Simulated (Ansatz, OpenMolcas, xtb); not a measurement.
## BNH3 (SMILES B[NH]): the vertical energy of the quartet above the doublet, rung by rung

BNH3: 5 atoms, total charge 0, spin state doublet. SMILES: `B[NH]`. The shape is that of a PBE0-D4/def2-TZVP optimisation.

Quantity: the vertical energy of the quartet above the doublet, in eV. The values are calculated.

| level | kind | program | value (eV) | CPU time (all runs) |
| --- | --- | --- | --- | --- |
| GFN2-xTB | semi-empirical | xtb | 7.10 | under 2 s |
| UHF/def2-TZVPP | Hartree–Fock | OpenMolcas | 5.29 | 31 s |
| USVWN5/def2-TZVPP | LDA | OpenMolcas | 5.86 | 56 s |
| U-revPBE/def2-TZVPP | GGA | OpenMolcas | 5.66 | 95 s |
| U-r2SCAN/def2-TZVPP | meta-GGA | OpenMolcas | 5.55 | 1.8 min |
| UB3LYP/def2-TZVPP | global hybrid | OpenMolcas | 5.83 | 78 s |
| FCI/STO-3G | exact in the basis | Ansatz | 7.00 | 2.1 s |

The values span 5.29 to 7.10 eV. The xTB rows lack spin polarisation, so open shells miss the exchange term that lowers them. High-level rows in very small sets aren't better than simpler rows in larger ones. Times are those of the runs behind each value, whatever else they computed, on shared processors of several kinds: orders of magnitude only.

Every level places the quartet far above the doublet at this geometry. In H2B–NH the nitrogen lone pair can donate into the empty boron p orbital, while the unpaired electron probably sits in an in-plane orbital on nitrogen. A quartet needs a further pair to be broken, most likely by promoting an electron from the B–N π bonding orbital to its antibonding partner. The large gap then reflects the loss of π bonding, only partly repaid by exchange among three parallel spins.

Among the def2-TZVPP results, Hartree–Fock gives the smallest gap, 5.29 eV, probably because it omits the opposite-spin correlation that favours the more fully paired doublet. The density functionals lie between 5.55 and 5.86 eV, but with no steady progression: the gap falls from LDA through GGA to meta-GGA, and B3LYP then breaks the sequence at 5.83 eV. The closeness of the FCI and xTB values isn't mutual confirmation. Relaxing the quartet, presumably by stretching or twisting the B–N bond, would lower its energy, so the adiabatic gap should be smaller.
